Single-site T-matrix self-energy, phase shift and unitary limit

1. Model and premises

Electrons are independent and spin is a spectator, so all densities of states are per spin direction. The host is a simple cubic lattice of Ns sites with spacing a, one orbital |i⟩ per site and nearest-neighbour hopping −t (t > 0):

ε_k = −2t (cos kx a + cos ky a + cos kz a), −6t ≤ ε_k ≤ 6t. (1)

The disorder is V = u Σ_i η_i |i⟩⟨i|. Each η_i is 1 with probability c and 0 otherwise, independently of all other sites. The impurities are static, identical and confined to one site; u < 0 is attractive. Energies carry a positive imaginary part, z = E + i0. With g_k = 1/(z − ε_k) the host Green's function between sites a lattice vector R apart is G_R = Ns⁻¹ Σ_k g_k exp(ik·R), and G_R = G_−R by inversion symmetry. Its local element is

G₀(E) = F(E) − iπN(E), (2)

where N is the host density of states per site and F(E) = P∫ N(ε) dε/(E − ε). Differentiating the k sum gives

Ns⁻¹ Σ_k g_k² = Σ_R G_R² = −G₀′, with G₀′ = dG₀/dE. (3)

Averaging restores translational symmetry, so ⟨G⟩ is diagonal in k, and the self-energy is defined by ⟨G⟩_k = 1/(z − ε_k − Σ_k).

2. One impurity

Let V = u|0⟩⟨0| and let Ĝ₀ = (z − H₀)⁻¹. The resolvent identity G = Ĝ₀ + Ĝ₀VG, taken between ⟨0| and |j⟩, reads G_0j = (Ĝ₀)_0j + G₀ u G_0j, so G_0j = (Ĝ₀)_0j/(1 − uG₀). Inserting this into the identity for a general element gives the exact result

G = Ĝ₀ + Ĝ₀|0⟩ T ⟨0|Ĝ₀, T(E) = u/D(E), D = 1 − uG₀. (4)

T sums the series u + uG₀u + …, but (4) does not need the series to converge.

3. Average to first and second order in c

For many impurities, group together all successive scatterings on the same site. Since η_i² = η_i, each group sums to t̂_i = η_i T|i⟩⟨i|, and G = Ĝ₀ + Ĝ₀ 𝒯 Ĝ₀ with

𝒯 = Σ_i t̂_i + Σ_(i≠j) t̂_i Ĝ₀ t̂_j + Σ_(i≠j, j≠l) t̂_i Ĝ₀ t̂_j Ĝ₀ t̂_l + … (5)

Successive sites differ, but a site may recur later in a string. A string that visits m distinct sites averages to c^m times its value, by independence. Only the first term of (5) has m = 1, and its k-diagonal element is Ns⁻¹ Σ_i cT = cT. From ⟨G⟩_k = g_k + g_k²⟨𝒯⟩_k and the definition of Σ_k,

Σ_k = ⟨𝒯⟩_k/(1 + g_k⟨𝒯⟩_k) = ⟨𝒯⟩_k − g_k⟨𝒯⟩_k² + … (6)

To first order in c, therefore,

Σ(E) = cT(E) = c u/(1 − uG₀(E)). (7)

It is independent of k and holds to all orders in u. Its expansion cu + cu²G₀ + … starts with the virtual-crystal shift and the Born term.

The next order measures what (7) omits. Strings with m = 2 alternate between two sites a vector R ≠ 0 apart. The shortest, ij, gives c²T² Σ_(R≠0) G_R exp(−ik·R) = c²T²(g_k − G₀), and its g_k part cancels against the second term of (6). The strings iji, ijiji, … start and end on the same site, and ijij, ijijij, … end on the other; each set is a geometric series in T²G_R². Hence the complete c² term is

Σ_k⁽²⁾ = c² { −T²G₀ + Σ_(R≠0) [T³G_R² + T⁴G_R³ cos(k·R)]/(1 − T²G_R²) }. (8)

By (3) the long-ranged part is Σ_(R≠0) T³G_R² = −T³(G₀′ + G₀²), the sum being taken at finite Im z before the limit. Relative to (7) the two leading corrections are −cTG₀ and −cT²(G₀′ + G₀²).

4. Phase shift and lifetime

Inside the band D = (1 − uF) + iπNu. Define δ by D = |D| exp(−iδ), so that

cos δ = (1 − uF)/|D|, sin δ = −πNu/|D|, tan δ = −πNu/(1 − uF). (9)

For u < 0, Im D ≤ 0 everywhere in the upper half plane, so the branch 0 ≤ δ ≤ π is continuous in z and tends to 0 as |z| → ∞. For u > 0 the range is −π ≤ δ ≤ 0. Since u/|D| = −sin δ/(πN),

T = −exp(iδ) sin δ/(πN), Im T = −sin²δ/(πN) = −πN|T|². (10)

The last form is the optical theorem. The name phase shift is justified by the on-shell S matrix. The element ⟨k|T|k′⟩ = T/Ns is the same for all k and k′, so of all combinations of Bloch states at energy E only the equal-weight one is scattered. Its eigenvalue is 1 − 2πiNT = 1 + 2i exp(iδ) sin δ = exp(2iδ), and all others are 1.

The pole of ⟨G⟩_k lies at z = ε_k + Σ(ε_k) to first order in c; evaluating Σ at the shifted energy changes the result by ΣΣ′ = c²T³G₀′, of the same order as (8). The amplitude of state k decays in time s as exp(Im Σ s/ħ) and its probability as exp(−s/τ), with

ħ/τ = −2 Im Σ = 2c sin²δ/(πN). (11)

If impurities and states are both counted per volume, c/N is replaced by the equal ratio of those densities. The level shift is Re Σ = −c sin δ cos δ/(πN). For |uG₀| ≪ 1, (11) reduces to the golden rule 2πcu²N; in general it equals that value divided by |D|². Because the scattering rate does not depend on k′ and the velocity averages to zero over the energy surface, the Boltzmann transport time equals τ at this order.

5. Unitary limit

As |exp(2iδ)| = 1 limits sin²δ to 1,

ħ/τ ≤ 2c/(πN(E)) (12)

whatever the value of u. The bound is reached at δ = ±π/2, that is where uF(E) = 1; there Σ = −ic/(πN) is purely imaginary. This condition is not the same as strong potential. For |u| → ∞, T → −1/G₀ and sin²δ → (πN)²/(F² + (πN)²), which is 1 only where F = 0. In the band (1), N(−E) = N(E) makes F odd, so an infinitely strong site (a vacancy) is unitary at the band centre. Elsewhere unitarity needs the finite value u = 1/F(E).

6. Density of states and bound states

From (4) and (3), Tr(G − Ĝ₀) = T⟨0|Ĝ₀²|0⟩ = −TG₀′ = d ln D/dE. Since Im ln D = −δ, the change in the total density of states due to one impurity is

ΔN(E) = −(1/π) Im Tr(G − Ĝ₀) = (1/π) Im(TG₀′) = (1/π) dδ/dE. (13)

The self-energy gives the same result: expanding ⟨G⟩_k = g_k + g_k²Σ and using (3), the averaged density of states per site is N + (c/π) dδ/dE. Integrating (13) from −∞, δ(E)/π is the number of states that the impurity adds below E (Friedel's sum rule for this single channel).

Outside the band N = 0 and G₀ is real. A pole of (4) is a discrete eigenvalue E_b:

uG₀(E_b) = 1, |E_b| > 6t. (14)

Inside the band uG₀ = 1 has no solution, as Im G₀ ≠ 0; only the real part uF = 1 can be met. Below the band G₀ < 0 and G₀′ < 0 by (3), so G₀ falls monotonically from 0 at −∞ to G₀(−6t). This limit is finite in three dimensions because N vanishes as the square root of the distance from the edge. Equation (14) then has exactly one root below the band if u < u_c = 1/G₀(−6t) and none otherwise. Above the band G₀ > 0, so an attractive site binds nothing there. In one and two dimensions G₀ diverges at the edge and any u < 0 binds.

Near the root D ≈ −uG₀′(E − E_b). The residue of T is A = −1/G₀′(E_b), and that of G_00 = G₀/D, the weight of the bound state on the impurity site, is Z = A/u². At E_b, D changes from positive to negative with Im D = −0, so δ jumps from 0 to π and (13) contains a delta function of unit weight. At the top of the band F > 0, D > 0 and δ = 0. For u_c < u < 0 the phase starts and ends at 0 and the band keeps its number of states. For u < u_c it starts at π and ends at 0, so the band loses the one state that is bound (Levinson's theorem in lattice form).

7. The band bottom

Let ε = E + 6t ≪ t. Then ε_k + 6t ≈ ta²k², and counting states in a sphere gives πN = ka/(4πt) with ε = ta²k². The function G₀ is analytic in the upper half plane, so its non-analytic part −ika/(4πt) continues with k → iκ to +κa/(4πt) below the edge:

G₀ ≈ 1/u_c − ika/(4πt) (above), G₀ ≈ 1/u_c + κa/(4πt) (below). (15)

The neglected terms are of order ε/t². Define the scattering length a_s = aT(−6t)/(4πt), so a/a_s = 4πt(1/u − 1/u_c). Equations (9) and (14) become

tan δ = −k a_s, κ = 1/a_s, b ≡ −6t − E_b = t(a/a_s)². (16)

The length a_s is negative for u_c < u < 0, diverges at u_c, and is positive when a bound state exists. As u → u_c from below, G₀′(E_b) ∝ −1/κ diverges and Z → 0. For R ≫ a, G_R solves the Helmholtz equation with a point source, G_R = −a exp(ikR)/(4πtR), so the scattered wave G_R T has amplitude f = exp(iδ) sin δ/k and cross-section σ = 4π sin²δ/k². With n = c/a³ and ħv = 2ta²k, the kinetic rate ħnvσ = 8πct sin²δ/(ka) coincides with (11).

8. Range of validity

(a) In the band, (7) needs the terms of (8) to be small. In the parabolic region the dominant one is c|T²G₀′| ≈ c|T|²πN/(2ε) = (ħ/τ)/(4ε) = 1/(2kℓ), where ℓ = vτ. The expansion parameter is thus 1/(kℓ), not c. At unitarity 1/(kℓ) = nσ/k = 4πn/k³, a count of impurities per cubic wavelength.

(b) At the band edge, Σ shifts the edge by cT(−6t) = 4πta²n a_s, which corresponds to k² = 4πn|a_s|. At this k and for k|a_s| ≪ 1, 1/(2kℓ) = 2πn a_s²/k = (πn|a_s|³)^½. The shift is reliable only if n|a_s|³ ≪ 1, which fails at threshold for any c. States bound below the edge by rare clusters are absent from (7); a cluster of m impurities enters at order c^m. Pairs are already contained in (8): for u_c < u < 0, T and G_R are both negative below the band, and TG_R falls from about |a_s|/R at the edge to 0 as E → −∞, so 1 − T²G_R² vanishes below the edge for R ≲ |a_s|. Only the complete tail, which arbitrarily large clusters extend down to −6t + u, needs all orders in c.

(c) At the van Hove energies ±2t, G₀ has a square-root cusp and G₀′ diverges. Smoothing the cusp over a width |Σ| changes G₀ by an amount ∝ |Σ|^½, so within that width the relative correction is of order c^½, not c.

(d) Near E_b, Σ ≈ cA/(E − E_b), and the pole condition (E − E_b)(E − ε_k) = cA has one root per k just below E_b. For cA ≪ b² its weight is cA/(E_b − ε_k)², which by (3) sums to c per site, as it must. The position and shape of this impurity band are not reliable: the denominators 1 − T²G_R² of (8) vanish at pair levels on both sides of E_b, and T^n grows without limit as E → E_b. For cA ≳ b² even the separation from the host band is lost.

(e) ⟨G⟩ does not decide whether states are localised, and interference corrections to transport are not contained in τ. Extended potentials need one phase shift per symmetry channel, and self-consistent screening or internal impurity degrees of freedom are excluded by the premises.

9. Numerical illustration

The kx and ky integrals give the square-lattice function. With K(m) the complete elliptic integral of the first kind of parameter m, it is G₂(x) = 2K(16t²/x²)/(πx) for |x| > 4t, and G₂(x) = [sgn(x) K(x²/16t²) − iK(1 − x²/16t²)]/(2πt) for |x| < 4t. Then

G₀(E) = (1/π) ∫₀^π G₂(E + 2t cos θ) dθ. (17)

At the edge this is Watson's integral (1939): G₀(−6t) = −0.252731/t, so u_c = −3.957t. Evaluation of (17) shows |F| rising from the edge to a cusp maximum of 0.321441/t at E = −2t and then falling to zero at E = 0. Unitary scattering therefore needs |u| ≥ 3.111t. For 3.111t < |u| < 3.957t it occurs twice, once on each side of −2t; beyond threshold only the upper crossing remains.

Take u₁ = −3.8t (just short of binding) and u₂ = −4.5t (binding). The table lists δ in degrees from (9), Γ = ħ/(τ c t) from (11), and the bound Γmax = 2/(πNt).

E/t    tF    πNt    δ₁    Γ₁    δ₂    Γ₂    Γmax
−5.9    −0.253956    0.025484    70.1    69.43    141.2    30.77    78.48
−5.5    −0.259031    0.060048    86.1    33.15    121.5    24.21    33.31
−5.0    −0.265806    0.091142    91.7    21.93    115.6    17.86    21.94
−2.0    −0.321441    0.454586    97.3    4.33    102.3    4.20    4.40
0    0    0.448220    59.6    3.32    63.6    3.58    4.46

For u₁, a_s = −7.63a. The phase rises as ε^½ from 0 and passes 90° at E = −5.19t. It then stays near that value for several t, so there is no narrow resonance, only a wide window of nearly unitary scattering. At E = −5t, T = (0.32 − 10.96i)t. The golden rule gives 2.63ct against 21.93ct, too small by the factor 1/|D|² = 8.33; at E = 0 it gives 12.94ct, above the bound 4.46ct. An infinitely strong site at −5t has only sin²δ = 0.105, and u₂ also scatters less there than the weaker u₁. With G₀′(−5t) = (−0.0141 − 0.0591i)/t², (13) gives ΔN = 0.043/t per impurity, to be set against N = 0.0290/t per host site, and each impurity has added δ/π = 0.51 states below −5t.

For u₂, (14) and (17) give E_b = −6.136t, so b = 0.136t, with A = 8.7t² and Z = 0.43. The scattering length is a_s = 2.61a, and (16) gives b = 0.147t, which is 8 per cent too large because of the terms dropped in (15). The phase falls from 180° at the edge. The impurity level stays separate from the band for c ≪ b²/A = 0.0021.

The corrections at E = −5t for u₁ are c|TG₀| = 3.1c and c|T²(G₀′ + G₀²)| = 5.9c. The identity (z − H₀)Ĝ₀ = 1 at the origin gives the nearest-neighbour element G₁ = (1 − EG₀)/(6t), whence |TG₁| = 1.03 and |1 − T²G₁²| = 1.2. The remaining pair terms of the six neighbours are thus each of order c and are not resonant. The total relative correction is of order 10c, which is about one per cent at c = 0.001; the continuum estimate (ħ/τ)/(4ε) = 0.0055 is of the same size. The table's four-figure entries are therefore coefficients of the limit c → 0, and two figures survive at c = 0.001: ħ/τ = 0.022t. For the illustrative choice t = 1 eV the model's lifetime is τ = 30 fs. At the same concentration (ħ/τ)/(4ε) has grown to 0.17 at E = −5.9t, and (πn|a_s|³)^½ = 1.2, so for u₁ the first-order self-energy describes the interior of the band well and does not describe its lower edge.